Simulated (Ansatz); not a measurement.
# A series in volume scale on TiSb

All results are calculated (Ansatz 0.2.0). Periodic Kohn-Sham DFT of a crystal at fixed atoms, scaled to volume_scale times the given cell; pressure positive in compression, energy less spherical unpolarised free atoms, largest_vzz the field gradient of largest size among the nuclei.

The cell before it is scaled or strained (space group P6_3/mmc, No. 194):
```
cell vectors (Å)
   4.1033     0.0000     0.0000
  -2.0516     3.5536     0.0000
   0.0000     0.0000     6.2836
atoms (fractions of the cell vectors)
Ti  0.00000  0.00000  0.00000
Ti  0.00000  0.00000  0.50000
Sb  0.33333  0.66667  0.25000
Sb  0.66667  0.33333  0.75000
```

Settings of every row: method all-electron LAPW; functional LDA; relativity scalar; k mesh 12x12x7; filling fermi-dirac; smearing width 0.03 eV; basis error target 1 meV/atom; nucleus gaussian.

Atom start moment: 0 on all atoms.

Limits: no spin-orbit coupling on heavy atoms.

```csv
row,volume scale,V (Å³/atom),energy less free atoms (eV/atom),pressure (GPa)
1,0.94,21.532,-6.686,-3.591
2,0.96,21.99,-6.673,-5.422
3,0.98,22.448,-6.6551,-7.047
4,0.99,22.677,-6.6445,-7.79
5,1,22.906,-6.6329,-8.49
6,1.01,23.135,-6.6203,-9.148
7,1.02,23.364,-6.6067,-9.768
8,1.04,23.822,-6.5772,-10.9
9,1.06,24.28,?,?
```

Question: what energy less free atoms and pressure should row 9 give?

Worked fit of energy less free atoms. Take u = (V_r/V)^(2/3) − 1 with V_r = 22.791 Å³ an atom, which is twice the finite (Eulerian) strain; such expansions in the strain, on which the Birch-Murnaghan equation of state is built, carry the rest volume and the bulk modulus. The shown rows have u = 0.03861, 0.02414, 0.01016, 0.00335, -0.00335, -0.00994, -0.01642, -0.02907. Least squares give energy less free atoms = −6.63884 − 1.735 × u + 13.294 × u² eV/atom; a straight line predicts inner rows, each left out in turn, worse (root mean square 0.0046 against 4.1e-05 eV/atom). The rows lie off it by 0.0000, 0.0000, 0.0000, 0.0000, 0.0000, 0.0000, 0.0001, 0.0000. The withheld row has u = -0.04131, so the fit gives −6.63884 − 1.735 × (-0.04131) + 13.294 × (-0.04131)² = -6.5445 eV/atom.

The calculation gave -6.5445 eV/atom. The fit meets it to the printed digit. This row lies beyond the range of the fit.

Worked fit of pressure. Take u = (V_r/V)^(2/3) − 1 with V_r = 22.791 Å³ an atom, which is twice the finite (Eulerian) strain; such expansions in the strain, on which the Birch-Murnaghan equation of state is built, carry the rest volume and the bulk modulus. The shown rows have u = 0.03861, 0.02414, 0.01016, 0.00335, -0.00335, -0.00994, -0.01642, -0.02907. Least squares give pressure = −8.1435 + 104.412 × u + 338.36 × u² + 291 × u³ GPa; a parabola predicts inner rows, each left out in turn, worse (root mean square 0.0029 against 0.00048 GPa). The rows lie off it by 0.000, 0.000, 0.000, 0.000, -0.001, 0.000, 0.000, 0.000. The withheld row has u = -0.04131, so the fit gives −8.1435 + 104.412 × (-0.04131) + 338.36 × (-0.04131)² + 291 × (-0.04131)³ = -11.900 GPa.

The calculation gave -11.901 GPa. The fit lies 0.001 GPa (0.012 % of the column's range) above it, one unit of the last digit. This row lies beyond the range of the fit.
